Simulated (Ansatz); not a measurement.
## C3H8ClSi: structure from calculated spectroscopic constants

These gas-phase data were calculated for one isomer of C3H8ClSi at B3LYP/6-31G* (harmonic, unscaled wavenumbers; equilibrium rotational constants with average atomic masses):

- rotational constants: 3.494, 2.07, 1.415 GHz
- all wavenumbers above 1500 cm⁻¹: 3142, 3135, 3124, 3110, 3050, 3044, 3000, 2253, 1516, 1504

Candidates:

(1) `C[CH][Si@H](C)Cl`, a doublet
(2) `CC[Si](C)Cl`, a doublet

**Question.** Which candidate do the data belong to?

**Answer.** Candidate (1). The band at 2253 cm⁻¹ lies where the Si–H stretch is expected; (2) has no mode between 2000 and 2380 cm⁻¹.

The same quantities for all candidates:

```
     rotational constants (GHz)                                 wavenumbers above 1500 cm⁻¹  E above the lowest, B3LYP/6-31G* (kcal/mol)
(1)          3.494, 2.07, 1.415  3142, 3135, 3124, 3110, 3050, 3044, 3000, 2253, 1516, 1504                                          6.0
(2)         3.273, 2.308, 1.456  3139, 3126, 3114, 3110, 3059, 3049, 3040, 3016, 1536, 1532                                          0.0
```

Each candidate is one conformer. Open shells are spin-unrestricted. Programs: Ansatz 0.2.0.

The band at 2253 cm⁻¹ settles the assignment because the two radicals share the same heavy-atom connectivity and differ in where one hydrogen sits. An Si–H stretch lies far below the C–H stretches mainly because the bond is longer and has a smaller force constant; the reduced masses are similar. In (2) that hydrogen is on carbon, so all eight X–H stretches fall in the C–H region. The lowest C–H stretch of (1), at 3000 cm⁻¹, probably belongs to the methyl group next to the radical carbon, weakened by hyperconjugation with the singly occupied orbital.

The rotational constants also differ, but with a common skeleton they depend on conformation as well as on the radical site, and are weaker evidence for connectivity. The data belong to the higher-energy isomer, which is no contradiction: removing hydrogen from silicon or carbon of the same parent silane gives (2) or (1), and the Si–H bond is the weaker one. The energy order says nothing about the barrier to interconversion.
